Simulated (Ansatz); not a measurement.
Fe: the change of cell moment and pressure with volume scale

Results calculated with Ansatz 0.2.0, not measured. Periodic Kohn-Sham DFT of a crystal at fixed atoms, scaled to volume_scale times the given cell; pressure positive in compression, energy less spherical unpolarised free atoms, largest_vzz the field gradient of largest size among the nuclei.

The cell before it is scaled or strained (space group Fmmm, No. 69):
```
Fe
1.0
      0.0000     1.9417     1.9651
      1.4984     0.0000     1.9651
      1.4984     1.9417     0.0000
Fe
1
Direct
  0.00000 0.00000 0.00000
```

Settings of every row: method all-electron LAPW; functional LDA; relativity scalar; k mesh 16x16x16; filling fermi-dirac; smearing width 0.05 eV; basis error target 0.5 meV/atom; nucleus gaussian.

Atom:
```
element  start moment (bohr magneton)
     Fe                             3
```

Limits: the cell comes from a prototype or a list of computed structures and needn't be the stable phase; with one magnetic atom in the cell only parallel moments are possible.

```
row  volume scale  V (Å³/atom)  cell moment (bohr magneton)  pressure (GPa)  energy less free atoms (eV/atom)
  1          0.94       10.749                        2.026           -7.54                          -10.1424
  2        0.9405       10.754                        2.027          -7.647                          -10.1422
  3          0.96       10.977                        2.078         -11.503                          -10.1288
  4          0.98       11.206                            ?               ?                                 ?
  5          0.99        11.32                        2.154         -16.549                          -10.0986
  6             1       11.435                        2.175         -18.063                          -10.0862
  7          1.01       11.549                        2.196         -19.502                          -10.0728
  8          1.02       11.663                        2.215          -20.86                          -10.0584
  9          1.04       11.892                        2.253         -23.299                          -10.0268
 10          1.06       12.121                        2.292         -25.384                            -9.992
```

Question: what cell moment and pressure should row 4 give?

Worked fit of cell moment. Take t = volume scale − 1. The shown rows have t = -0.06, -0.0595, -0.04, -0.01, 0, 0.01, 0.02, 0.04, 0.06. Least squares give cell moment = 2.1742 + 2.204 × t − 4.48 × t² bohr magneton; a straight line predicts inner rows, each left out in turn, worse (root mean square 0.0073 against 0.0019 bohr magneton). The rows lie off it by 0.000, 0.000, -0.001, 0.002, 0.001, 0.000, -0.001, -0.002, 0.002. The withheld row has t = -0.02, so the fit gives 2.1742 + 2.204 × (-0.02) − 4.48 × (-0.02)² = 2.128 bohr magneton.

The calculation gave 2.13 bohr magneton. The fit lies 0.002 bohr magneton (0.75 % of the column's range) below it; its largest miss of a shown row is 0.002 bohr magneton.

Worked fit of pressure. Take u = (V_r/V)^(2/3) − 1 with V_r = 11.435 Å³ an atom, which is twice the finite (Eulerian) strain; such expansions in the strain, on which the Birch-Murnaghan equation of state is built, carry the rest volume and the bulk modulus. The shown rows have u = 0.04211, 0.04178, 0.02763, 0.00676, 0, -0.00659, -0.01308, -0.02579, -0.0381. Least squares give pressure = −18.0903 + 219.61 × u + 726.99 × u² GPa; a straight line predicts inner rows, each left out in turn, worse (root mean square 0.47 against 0.031 GPa). The rows lie off it by 0.013, -0.001, -0.036, 0.024, 0.027, 0.004, -0.022, -0.028, 0.018 (root mean square 0.022 GPa). The withheld row has u = 0.01358, so the fit gives −18.0903 + 219.61 × (0.01358) + 726.99 × (0.01358)² = -14.974 GPa.

The calculation gave -14.958 GPa. The fit lies 0.016 GPa (0.09 % of the column's range) below it; its largest miss of a shown row is 0.036 GPa.

The other values of row 4: energy less free atoms -10.1098 eV/atom.
